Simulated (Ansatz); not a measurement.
Bulk crystal (Tl) after relaxation:

```cif
data_structure
_symmetry_space_group_name_H-M 'P 1'
_symmetry_Int_Tables_number 1
_cell_length_a 3.6124
_cell_length_b 3.6124
_cell_length_c 5.5653
_cell_angle_alpha 90.000
_cell_angle_beta 90.000
_cell_angle_gamma 120.000
_cell_volume 62.89
loop_
_atom_site_label
_atom_site_type_symbol
_atom_site_fract_x
_atom_site_fract_y
_atom_site_fract_z
_atom_site_occupancy
Tl1 Tl 0.33333 0.66667 0.75000 1
Tl2 Tl 0.66667 0.33333 0.25000 1
```

Miller indices refer to the conventional cell of P6_3/mmc (No. 194), a = 3.612 Å, b = 3.612 Å, c = 5.565 Å, α = 90.00°, β = 90.00°, γ = 120.00°.

The (001) slab of 5 planes, 11.1 Å thick with 15 Å of vacuum as cut; outer planes Tl (top) and Tl (bottom).

All numbers below come from DFT PBE, scalar-relativistic, plane waves, PAW (Ansatz 0.2.0). Plane waves to 420 eV, a k mesh through Γ of 12×12×1 on the computed 5-atom cell and Gaussian smearing (0.10 eV); no spin polarisation. A dipole correction removes the field between periodic images along c.

With the atoms at the bulk's places:

For the slab as cut, the surface energy (mean of both faces) is 0.30 J/m² and the work function is 3.51 eV.

Question: What changes when all atoms relax?

Answer: The energy falls by 0.004 J/m² a face, and the largest move is 0.07 Å.

```
Surface energy (mean of both faces) : 0.30 J/m²
Work function                       : 3.47 eV
```

```csv
plane (bottom to top),atoms,"spacing to next, bulk (Å)",relaxed (Å),change (%)
1,Tl,2.783,2.778,-0.2
2,Tl,2.783,2.714,-2.5
3,Tl,2.783,2.714,-2.5
4,Tl,2.783,2.778,-0.2
5,Tl,,,
```

Slabs this thin can still miss converged surface energies by a few hundredths of a J/m² and work functions by about a tenth of an eV.

Spin-orbit coupling is left out, which matters for the bands of heavy elements.

γ = (E_slab − N·E_bulk)/2A = 0.421 eV / (2 × 11.30 Å²) = 18.6 meV/Å² = 0.30 J/m², with N = 5 atoms. The cut crosses 3 bonds a cell (neighbours within 10 % of the shortest distances), so each costs 0.14 eV on this count.

The (001) face of thallium costs little to create and barely reconstructs its charge on relaxation: the energy gain is only 0.004 J/m² a face, and the work function shifts slightly, from 3.51 to 3.47 eV. The low cost fits the weak cohesion of a metal whose relativistically stabilised 6s pair takes little part in bonding, leaving mainly the single 6p electron. That bonding is delocalised, so 0.14 eV per cut contact is an average, not a transferable bond strength.

The contraction is unusual in sitting almost wholly in the inner spacings (-2.5 %), while the outer ones hardly change (-0.2 %). A simple metal surface would normally show its main response at the outermost layer, so this suggests interference between the two faces or confinement of the 6p states. With no bulk-like spacing left in the middle, the pattern can't be assigned to an isolated surface. The bulk cell is also clearly larger than experiment, mostly in the plane, probably because PBE underbinds thallium, which would also lower the surface energy.
